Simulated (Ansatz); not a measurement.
# A series in volume scale on HfRh₃

Free energy against uniform scaling of the volume at fixed shape and fractions; periodic cell, basis, potentials, k mesh and filling as listed. The results are calculated, by Ansatz 0.2.0.

The cell before it is scaled or strained (space group Pm-3m, No. 221):
```
cell vectors (Å)
   3.9110     0.0000     0.0000
   0.0000     3.9110     0.0000
   0.0000     0.0000     3.9110
atoms (fractions of the cell vectors)
Hf  0.00000  0.00000  0.00000
Rh  0.00000  0.50000  0.50000
Rh  0.50000  0.00000  0.50000
Rh  0.50000  0.50000  0.00000
```

Settings of every row: functional r2SCAN; dispersion none; potentials PAW; wave cutoff 600 eV; density cutoff 2400 eV; k mesh 6x6x6; k shift 0x0x0; occupations fermi dirac; smearing width 0.05 eV; spin none.

Limits: coarse k mesh, up to 40 meV an atom off; no spin-orbit coupling, which can matter with elements this heavy.

| row | volume scale | V (Å³/atom) | energy above lowest point (meV/atom) | pressure (GPa) |
| --- | --- | --- | --- | --- |
| 1 | 0.9 | 13.46 | 146.6 | 33.54 |
| 2 | 0.925 | 13.834 | 80.2 | 23.58 |
| 3 | 0.95 | 14.208 | 35.5 | 14.95 |
| 4 | 0.975 | 14.582 | 9.6 | 7.44 |
| 5 | 1 | 14.956 | 0 | 0.93 |
| 6 | 1.025 | 15.329 | ? | ? |
| 7 | 1.05 | 15.703 | 21.4 | -9.62 |
| 8 | 1.075 | 16.077 | 49 | -13.86 |
| 9 | 1.1 | 16.451 | 85.7 | -17.53 |

Question: what energy above lowest point and pressure should row 6 give?

Worked fit of energy above lowest point. Take u = (V_r/V)^(2/3) − 1 with V_r = 14.769 Å³ an atom, which is twice the finite (Eulerian) strain; such expansions in the strain, on which the Birch-Murnaghan equation of state is built, carry the rest volume and the bulk modulus. The shown rows have u = 0.06383, 0.04457, 0.02615, 0.00853, -0.00835, -0.04006, -0.055, -0.06938. Least squares give energy above lowest point = 2.92 + 561.8 × u + 25908 × u² + 8732 × u³ meV/atom; a parabola predicts inner rows, each left out in turn, worse (root mean square 0.6 against 0.05 meV/atom). The rows lie off it by 0.0, 0.0, 0.0, 0.0, 0.0, 0.0, 0.1, 0.0. Its lowest point lies at u = -0.0109, or V = 15.01 Å³ an atom, and the curvature there gives the bulk modulus at fixed shape and fractions, B = (4/9)(1 + u)² E″(u)/V = 238 GPa. The withheld row has u = -0.02451, so the fit gives 2.92 + 561.8 × (-0.02451) + 25908 × (-0.02451)² + 8732 × (-0.02451)³ = 4.6 meV/atom.

The calculation gave 4.6 meV/atom. The fit meets it to the printed digit.

Worked fit of pressure. Take u = (V_r/V)^(2/3) − 1 with V_r = 14.769 Å³ an atom, which is twice the finite (Eulerian) strain; such expansions in the strain, on which the Birch-Murnaghan equation of state is built, carry the rest volume and the bulk modulus. The shown rows have u = 0.06383, 0.04457, 0.02615, 0.00853, -0.00835, -0.04006, -0.055, -0.06938. Least squares give pressure = 4.069 + 385.59 × u + 1133.7 × u² + 911 × u³ GPa; a parabola predicts inner rows, each left out in turn, worse (root mean square 0.063 against 0.007 GPa). The rows lie off it by 0.00, -0.01, 0.01, 0.00, 0.00, 0.00, 0.00, 0.00. The pressure vanishes at u = -0.0109, or V = 15.01 Å³ an atom, and there the bulk modulus at fixed shape and fractions is B = −V dP/dV = (2/3)(1 + u) dP/du = 238 GPa. The withheld row has u = -0.02451, so the fit gives 4.069 + 385.59 × (-0.02451) + 1133.7 × (-0.02451)² + 911 × (-0.02451)³ = -4.71 GPa.

The calculation gave -4.72 GPa. The fit lies 0.01 GPa (0.02 % of the column's range) above it, one unit of the last digit.
